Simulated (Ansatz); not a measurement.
How methods differ on SbH2Cl (SMILES [H][Sb]([H])[Cl])

SbH2Cl: 4 atoms, total charge 0, spin state singlet. As SMILES, `[H][Sb]([H])[Cl]`. Geometry: a GFN2-xTB relaxation, a rough one for these elements and not checked as a minimum.

```csv
atom,x (Å),y (Å),z (Å)
Sb,0.0579,0.1138,0.8142
H,1.4517,0.1209,-0.1639
H,-0.5700,1.3384,-0.1883
Cl,-0.9396,-1.5731,-0.4620
```

Each level gives the electronic atomisation energy (eV). The values are calculated. Electronic energies at fixed atoms, without zero-point motion or spin-orbit coupling.

```tsv
level	kind	program	value (eV)	less FCI/STO-3G
HF/STO-3G	Hartree–Fock	Ansatz	8.21	-1.50
revPBE/STO-3G	GGA	Ansatz	11.48	+1.77
r2SCAN0/STO-3G	hybrid meta-GGA	Ansatz	11.32	+1.61
CAM-B3LYP/STO-3G	range-separated hybrid	Ansatz	11.73	+2.02
wB97X/STO-3G	range-separated hybrid	Ansatz	11.39	+1.68
CCSD/STO-3G	coupled cluster or CI	Ansatz	9.70	-0.01
CCSDTQ/STO-3G	coupled cluster or CI	Ansatz	9.71	0.00
FCI/STO-3G	exact in the basis	Ansatz	9.71	0.00
```

FCI/STO-3G is exact within its basis and frozen core, so for wave-function methods in that basis the difference is their error; functionals converge differently with the basis, so for them it is only a difference. All-electron rows without a relativistic Hamiltonian named are non-relativistic. The values span 8.21 to 11.73 eV. All rows use very small basis sets, so even the best lies far from the true value. In the correlated wave-function rows the outer d shell of Sb is correlated, in sets not made for it.

Hartree–Fock recovers only 8.21 of the 9.71 eV obtained with full correlation, because bonding creates opposite-spin electron pairs whose correlation it omits. In a minimal valence space, the free atoms have almost no correlation to lose, while the molecule can excite electrons from its three σ bonds into the matching σ* orbitals. The shortfall is therefore mainly left-right correlation in the Sb–H and Sb–Cl bonds. CCSD comes within 0.01 eV of the exact result, as expected for a few largely separate electron pairs with no strong multireference character at this geometry.

The functionals all lie higher, probably because their correlation energy comes from the density and doesn't need the virtual orbitals that this basis lacks. Their order doesn't follow the presence of exact exchange: the GGA revPBE falls between the hybrids, with CAM-B3LYP highest and r2SCAN0 lowest. The total atomisation energy also can't show how the binding, or the disagreement between methods, is divided between the Sb–H and Sb–Cl bonds.
